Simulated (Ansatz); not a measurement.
Ag: opening a crack plane

Ag, P6_3/mmc, a = 2.867 Å, c = 4.691 Å. This isn't the element's structure at ambient conditions. Ansatz: PBEsol, PAW, 420 eV, Γ-centred 24×24×5 mesh on 6 atoms, Gaussian smearing 0.15 eV; no spin polarisation. One cut on (001) per cell of 6 atoms is opened rigidly by x, between planes of Ag and Ag that stand 2.35 Å apart; y is the energy per area (7.119 Å², 1 eV/Å² = 16.02 J/m²).

| x (Å) | y (J/m²) |
| --- | --- |
| 0.00 | 0.000 |
| 0.25 | ? |
| 0.50 | 0.500 |
| 0.75 | 0.846 |
| 1.00 | 1.145 |
| 1.50 | 1.569 |
| 2.00 | 1.807 |
| 3.00 | 1.987 |
| 4.50 | 2.022 |
| 6.00 | 2.024 |

Fit the universal binding curve y = W[1 − (1 + x/l) e^(−x/l)] to the other rows, give the peak stress, and predict the missing value.

Least squares gives W = 2.03 J/m² and l = 0.527 Å. The stress dy/dx peaks at x = l with W/(e l) = 14.2 GPa, for rigid faces. At x = 0.25: x/l = 0.474, y = 0.168 J/m². The run gave 0.167 J/m², so the fit is 0.001 J/m² too high, within the rms miss on the fitted rows (0.004 J/m²).

Cost: 11 runs of about 17 core-minutes in all, on Arm Neoverse V2 (shared hosts).

The cohesion across the cut is short-ranged: most of the separation energy is spent within the first 2.00 Å of opening, and little changes beyond 3.00 Å. This is what metallic bonding leads one to expect. The filled 4d shell adds little directional bonding, and the overlap of the mainly s-p electron density from the two faces decays roughly exponentially, which is why a two-parameter universal curve works so well. The flat tail, however, reflects a semilocal functional, which lacks the slowly decaying van der Waals attraction between separated metal slabs.

W pays for two faces, so the energy of each unrelaxed surface is half of it. Because the basal plane is close-packed like fcc (111) and differs from it only in the stacking of more distant layers, the value is probably a fair guide to ordinary silver. The 14.2 GPa is an ideal cleavage stress, not a practical strength: silver is ductile, and dislocation glide normally sets in at far lower loads.
